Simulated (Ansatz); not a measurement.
Theory: Ansatz, DFT PBE, scalar-relativistic, plane waves, PAW. Settings: cutoff 420 eV, Γ-centred meshes spaced at most about 0.3 Å⁻¹, and about 0.25 Å⁻¹ or finer for metals (2π included), Gaussian smearing. No spin polarisation in the final relaxations.

Temperature and zero-point effects are left out.

Compare these two cells of Zn2Si3N, each relaxed at this level.

A.

```yaml
crystal:
  lattice:
    - [2.80794, 1.62117, 3.06318]
    - [-2.80794, 1.62117, 3.06318]
    - [0.00000, -3.24233, 3.06318]
  atoms:
    - { symbol: Zn, position: [0.62687, 0.62687, 0.62687] }
    - { symbol: Zn, position: [0.37313, 0.37313, 0.37313] }
    - { symbol: Si, position: [0.00000, 0.50000, 0.00000] }
    - { symbol: Si, position: [0.50000, 0.00000, 0.00000] }
    - { symbol: Si, position: [0.00000, 0.00000, 0.50000] }
    - { symbol: N, position: [0.00000, 0.00000, 0.00000] }
```

B.

```yaml
crystal:
  lattice:
    - [5.06543, 0.00000, 0.00000]
    - [0.00000, 5.06543, 0.00000]
    - [0.00000, 0.00000, 4.20364]
  atoms:
    - { symbol: Zn, position: [0.50000, 0.00000, 0.00000] }
    - { symbol: Zn, position: [0.00000, 0.50000, 0.00000] }
    - { symbol: Si, position: [0.50000, 0.50000, 0.50000] }
    - { symbol: Si, position: [0.50000, 0.50000, 0.00000] }
    - { symbol: Si, position: [0.00000, 0.00000, 0.00000] }
    - { symbol: N, position: [0.00000, 0.00000, 0.50000] }
```

Task: Which would you expect to be lower, and how large is the difference?

Result: A is lower, by 0.43 eV/atom. A has space group R-3m (No. 166), 13.9 Å³/atom and no gap on its mesh; B has space group P4/mmm (No. 123), 18.0 Å³/atom and no gap. Counting Si or Zn atoms around N (for each partner element, those within 1.25 times its shortest distance or 1.15 times the sum of covalent radii, where it is the nearest in units of that sum or under 1.3; the shortest distance is added where it is long for a bond), A has N 6 from 2.2 Å and B has N 2. B holds Si–Si chains (shortest 2.10 Å); in A the shortest Si–Si distance is 2.81 Å, near bonding range too. The denser one is the lower, and pressure would at first widen the difference. Even the lower one lies +0.61 eV/atom against the reference forms of the elements (uncorrected), so neither is stable at this level. Both come from invented guesses. A third cell relaxed alike, in P-3m1, lies 245 meV/atom below the lower of the two.

Cells relaxed within their symmetry can be saddle points.

The preference for A probably reflects how badly B's geometry suits its bonds, more than any particular strength in A. In B, the Si–Si and Si–N spacings along the axis are both half the same cell edge. At 2.10 Å this compresses the silicon chain below a normal single bond while leaving the Si–N contacts well stretched. A avoids that conflict and packs more densely, but its six N neighbours are silicon atoms at 2.2 Å, too far for ordinary Si–N bonds, and its Si–Si contacts are weak at best.

Neither cell therefore gains the short, strong polar bonds that stabilise silicon nitrides, which fits their positive formation energies. Even the P-3m1 cell remains above the elements, so the ordering ranks unfavourable arrangements and doesn't identify a ground state. The missing gap says little about the bonding: each primitive cell holds one formula unit with an odd number of electrons, so without spin polarisation a band must stay partly filled.
